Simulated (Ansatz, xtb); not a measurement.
Two isomers of AlBH4N2

Structure X: `NB=[N][AlH2]`, a singlet. Structure Y: `B=[N][AlH][NH2]`, a singlet. Both are isolated molecules in the gas phase, relaxed with B3LYP/6-31G*; the shapes shown needn't be the lowest conformers.

X (Å):

```xyz
8

Al   -2.0832   -1.6300    1.4569
B    -0.8949    0.5193   -0.3309
N    -1.3929   -0.3809    0.4183
N    -0.3523    1.4998   -1.1469
H    -0.8580    1.9100   -1.9180
H     0.5809    1.8620   -1.0189
H    -1.2177   -2.2236    2.6506
H    -3.5618   -2.1462    1.1858
```

Y (Å):

```json
{"atom": "Al", "x (Å)": "-0.5627", "y (Å)": "1.6225", "z (Å)": "1.4348"}
{"atom": "B", "x (Å)": "-2.0860", "y (Å)": "-0.5321", "z (Å)": "-0.0811"}
{"atom": "N", "x (Å)": "-1.4753", "y (Å)": "0.3536", "z (Å)": "0.5686"}
{"atom": "N", "x (Å)": "-1.0362", "y (Å)": "2.0481", "z (Å)": "3.0943"}
{"atom": "H", "x (Å)": "-2.6576", "y (Å)": "-1.3587", "z (Å)": "-0.6851"}
{"atom": "H", "x (Å)": "0.6551", "y (Å)": "2.3766", "z (Å)": "0.7694"}
{"atom": "H", "x (Å)": "-1.7981", "y (Å)": "1.6277", "z (Å)": "3.6117"}
{"atom": "H", "x (Å)": "-0.5723", "y (Å)": "2.7537", "z (Å)": "3.6531"}
```

Problem. Estimate E(Y) − E(X) at the level CCSD(T)/def2-TZVP.

Solution. Calculated at CCSD(T)/def2-TZVP: E(Y) − E(X) = −9.9 kcal/mol, so structure Y lies lower.

Level by level:

| level | geometry | E(Y) − E(X) (kcal/mol) | departure from the last row (kcal/mol) | job, with rough time for the two |
| --- | --- | --- | --- | --- |
| GFN2-xTB | GFN2-xTB | −0.2 | +9.6 | optimisation, 1.7 s |
| HF/STO-3G | GFN2-xTB | −14.7 | −4.8 | single point, 1.4 s |
| r2SCAN-D4/def2-SVP | GFN2-xTB | −5.3 | +4.6 | single point, 8.8 s |
| B3LYP/6-31G* | B3LYP/6-31G* | −5.3 | +4.6 | optimisation, 81 s |
| HF/def2-TZVP | B3LYP/6-31G* | −6.1 | +3.8 | part of the CCSD(T) run |
| MP2/def2-TZVP | B3LYP/6-31G* | −10.4 | −0.5 | part of the CCSD(T) run |
| CCSD(T)/def2-TZVP | B3LYP/6-31G* | −9.9 |  | single point, 1.7 min |

As drawn, Y has 1 Al–N, 1 B–H in place of 1 B–N, 1 Al–H.

GFN2-xTB finds them nearly level. The largest departure from CCSD(T)/def2-TZVP is that of GFN2-xTB, 9.6 kcal/mol.

With harmonic frequencies from B3LYP/6-31G* (ideal gas, rigid rotor, one conformer each, 298.15 K, 1 atm): the zero-point term adds +1.3 kcal/mol; ΔH is −9.0 and ΔG −8.6 kcal/mol.

The correlated steps freeze 8 core orbitals. Programs: Ansatz 0.2.0, xtb 6.7.1; the last row on 1 thread of Intel(R) Xeon(R) Processor @ 2.50GHz (Skylake/Cascade Lake) on a shared host.

Moving the amino group from boron to aluminium, with hydride going the other way, is favourable, and the preference survives thermal correction, with ΔG at −8.6 kcal/mol. The exchange trades a B–N and an Al–H bond for an Al–N and a B–H bond. Aluminium is the more electropositive metal centre and gains a strongly polar bond to nitrogen, while hydrogen moves from a weak Al–H bond to a stronger B–H bond. X does lose amino-to-boron π donation, but this is probably worth less than in a simple aminoborane, because the imino nitrogen already supplies π density to boron. The zero-point term opposes the exchange, as expected when a stiff B–H oscillator replaces a softer Al–H one.

Every level gives the same sign, though GFN2-xTB barely does. With basis and geometry fixed, Hartree–Fock already recovers more than half of the preference, and correlation strengthens it. The ordering concerns isolated monomers and needn't carry over to the condensed phase, where three-coordinate aluminium readily associates through nitrogen bridges.
